## Results and discussion

The rows are singly charged lanthanide ions in spin-unpolarised, scalar-relativistic X-alpha theory. $Z$ is the nuclear charge, $\varepsilon$ an orbital eigenvalue and $\langle r\rangle$ an orbital's mean radius. The ionisation energy $I$ refers in every row to removal of the single 6s electron from an imposed configuration.

Singly charged lanthanide ions, computed with the radks radial solver and Libxc in scalar-relativistic, spin-unpolarised all-electron Kohn-Sham theory with Slater X-alpha exchange (alpha = 0.667), no correlation and a Fermi nucleus. NIST's ground configurations are used, with open shells spread evenly over spin and m. Ionisation energies are differences of total energies.

```csv
species,Z,electrons,configuration,electron removed from,ionisation energy (eV),−ε(highest occupied) (eV),highest level mean radius (bohr),exchange energy (hartree)
Nd+,60,59,[Xe] 4f4 6s1,6s,10.1456,6.4953,1.1190,-209.26
Sm+,62,61,[Xe] 4f6 6s1,6s,10.4364,7.3965,1.0145,-221.81
Eu+,63,62,[Xe] 4f7 6s1,6s,10.5773,7.7268,0.97421,-228.27
Gd+,64,63,[Xe] 4f7 5d1 6s1,6s,11.4649,7.5146,2.6182,-234.50
Tb+,65,64,[Xe] 4f9 6s1,6s,10.8556,8.1187,3.7953,-241.55
Ho+,67,66,[Xe] 4f11 6s1,6s,11.1335,8.3250,3.7027,-255.32
```

### 1. Which ion holds its 6s electron more firmly, Nd⁺ or Ho⁺, and why by so little?

Ho⁺ does, but $I$ rises only 9.7 % over seven added protons. A least-squares line through the five $4f^n6s^1$ rows, with Gd⁺ left out for its different configuration, has a slope of 0.141 eV per unit of $Z$. Each added proton comes with a 4f electron that lies far inside the 6s orbital: in Eu⁺ the 4f radius is 0.974 bohr, while 6s radii lie near 4 bohr. From outside, proton and electron nearly cancel.

Without that cancellation the charge of the 2+ core would grow from 2 to 9, and $I$ would rise several-fold. The small rise that survives is the standard lanthanide contraction: the inner lobes of the 6s function reach inside the 4f shell and feel part of the added proton there. The 5s and 5p shells, whose mean radii also exceed that of 4f, contract under the same pull (the 5p radius falls from 1.730 to 1.662 bohr between Nd⁺ and Sm⁺), screen the 6s better and give back part of that gain, so the slope is a net figure. The relativistic contraction of s orbitals grows with $Z$ and adds to this, and these results do not separate the two parts.

### 2. Does the size of the 6s orbital account for the ionisation energy?

In the four rows where it can be tested it does so to about 1 %, without a fitted constant. Treat the electron as an s electron outside a core of charge $z=2$, with penetration absorbed in an effective quantum number $n^*$. In atomic units

$$I=\frac{z^2}{2n^{*2}},\qquad \langle r\rangle=\frac{3n^{*2}}{2z}\qquad\Rightarrow\qquad I\,\langle r\rangle=\frac{3z}{4}=1.5\ \text{hartree bohr}.$$

For Nd⁺ the same calculation gives a 6s radius of 4.057 bohr. Then $I = 1.5/4.057 = 0.3697$ hartree $= 10.06$ eV, which is 0.8 % below the tabulated value.

The 6s radius is known directly for Nd⁺, Sm⁺, Tb⁺ and Ho⁺, and in these four the product lies 0.85 to 1.00 % above 1.5, growing slightly along the series. The numbers therefore fit a picture in which firmer binding and contraction are one change: the radius shrinks by 8.7 % from Nd⁺ to Ho⁺ as $I$ rises. The closeness is partly fortunate, since the radius formula is only approximate for non-integer $n^*$ and the radius belongs to an X-alpha orbital whose own eigenvalue is not $-I$. It is shown only for $4f^n6s^1$ ions at this one $\alpha$, and should not be carried at the 1 % level to Gd⁺, to 5d ions or to another $\alpha$.

### 3. Why is Gd⁺ off the line?

The midpoint of Eu⁺ and Tb⁺ is $(10.5773+10.8556)/2 = 10.716$ eV, and Gd⁺ lies 0.748 eV above it, as much as five ordinary steps in $Z$. Gd⁺ is the only row with a 5d electron. Relative to Eu⁺ it gains a proton and an electron in an orbital that is no longer deep inside the 6s.

The 5d radius is 2.618 bohr, so the 5d density overlaps the main 6s lobe and part of it lies outside the 6s electron at any moment. By Gauss's law that outer part does not reduce the inward force, and the added proton is screened far less completely than by a 4f electron. This cause is argued from established physics and is untested here; it predicts that Gd⁺ forced into $4f^8 6s^1$ would return to about 10.7 eV. The half-filled shell is not the reason: Eu⁺ has the same $4f^7$ and sits on the line, and with spin switched off no such stabilisation enters any row.

### 4. Why do the columns for the highest occupied level jump about?

They describe different orbitals in different rows. The radii identify 4f in Nd⁺, Sm⁺ and Eu⁺, 5d in Gd⁺, and 6s in Tb⁺ and Ho⁺, so the step from about 1 to nearly 4 bohr is a change of orbital and no expansion. Only in the last two rows is the highest level the one that is ionised.

The order changes because 4f electrons share one region of space and screen each other poorly. From Nd⁺ to Sm⁺ the 4f eigenvalue deepens by 0.901 eV and the 6s by only 0.213 eV. The 6s level lies 1.10 eV below 4f in Nd⁺ and 0.41 eV below it in Sm⁺, and by Tb⁺ the 4f level has passed it. A half-filled 6s beneath an occupied 4f shows that these fillings are not the lowest-first fillings of this functional. It does not show that a whole 4f electron is the cheaper one to remove: by the argument of question 5, the gap between eigenvalue and removal energy is larger for a compact orbital.

### 5. Why does the ionisation energy exceed $-\varepsilon$ even for the right orbital?

In the four rows with a known 6s level, $I$ exceeds $-\varepsilon_{6s}$ by 2.55 eV (Nd⁺) to 2.81 eV (Ho⁺), rising smoothly. Janak's theorem, $\partial E/\partial n=\varepsilon(n)$ for occupation $n$, gives $I=-\int_0^1\varepsilon\,dn$. With local exchange the electron is repelled by part of its own charge, so the level deepens as it empties. If it does so linearly, $\varepsilon(n)=\varepsilon(1)-U(1-n)$ and $I=-\varepsilon(1)+U/2$.

A self-repulsion should scale as $1/\langle r\rangle$. Averaging gap times radius over the four rows gives 0.381 hartree bohr, so $U\langle r\rangle = 0.763$, of the order of the value 1 for a thin shell of unit charge; the worst row is missed by 0.007 eV. A constant ratio $I/(-\varepsilon_{6s})$, with mean 1.337 over the same rows, does equally well, because $-\varepsilon_{6s}\langle r\rangle$ is itself constant, 30.8 eV bohr in all four rows, which makes the two forms one and the same here. The scaling is consistent with self-interaction and relaxation without proving their shares.

### 6. What would a different $\alpha$ do?

The exchange energy $E_x=-C\alpha\int\rho^{4/3}d^3r$, with $\rho$ the electron density and $C$ a positive constant, is linear in $\alpha$ at fixed density. Since the total energy is stationary in the orbitals, $dE/d\alpha=E_x/\alpha$, which has a magnitude of 314 to 383 hartree across the table. Nearly all of this is core exchange: $|E_x|$ is about 600 times $I$, and the core part cancels between ion and dication.

What remains is $dI/d\alpha=[E_x(2+)-E_x(+)]/\alpha$. Removing the 6s density lowers $\int\rho^{4/3}$ at frozen orbitals, which makes the derivative positive, so Slater's $\alpha=1$ should bind the 6s electron more firmly and shrink it, though the product of question 2 need not stay near 1.5. This is an argument, untested by a table with one $\alpha$, and relaxation of the core modifies it.

### 7. How would neighbouring series behave?

The slope is set by where the added electron sits relative to the one removed. In a series that fills 5d under 6s, each added electron screens the 6s less completely than a 4f electron does, so the rise per element should be steeper than along 4f, though not necessarily as large as the step from Eu⁺ to Gd⁺. For the neutral lanthanides the 6s electron leaves a singly charged ion, so $I$ is smaller and the orbital larger, with a slow drift under 4f filling that should be smaller in eV. For removal of a 4f electron from a higher ion, Hund's-rule exchange gives a real break at the half-filled shell, which a spin-unpolarised calculation cannot reproduce.

### 8. Which digits can be trusted?

As a statement about this model, the trend holds to a few meV. The straight line misses the fitted rows by at most 0.0052 eV, about a hundred times the rounding of the printed values, and the misses are orderly: the slope falls steadily from 0.145 to 0.139 eV per unit of $Z$. That smoothness limits the numerical scatter of the large total energies to the meV range or below, though it does not certify the fourth decimal.

As a statement about real ions, far fewer digits survive. A real 6s electron has one spin and couples by exchange to a high-spin 4f shell, most strongly at $4f^7$, whereas here it is half up and half down over a shell of zero moment. The absence of a feature at Eu⁺ is thus built into the settings. Correlation, spin-orbit coupling, term splitting and the Breit and QED terms are also absent, and they would have to be restored before any error was laid on the exchange form or on $\alpha$.
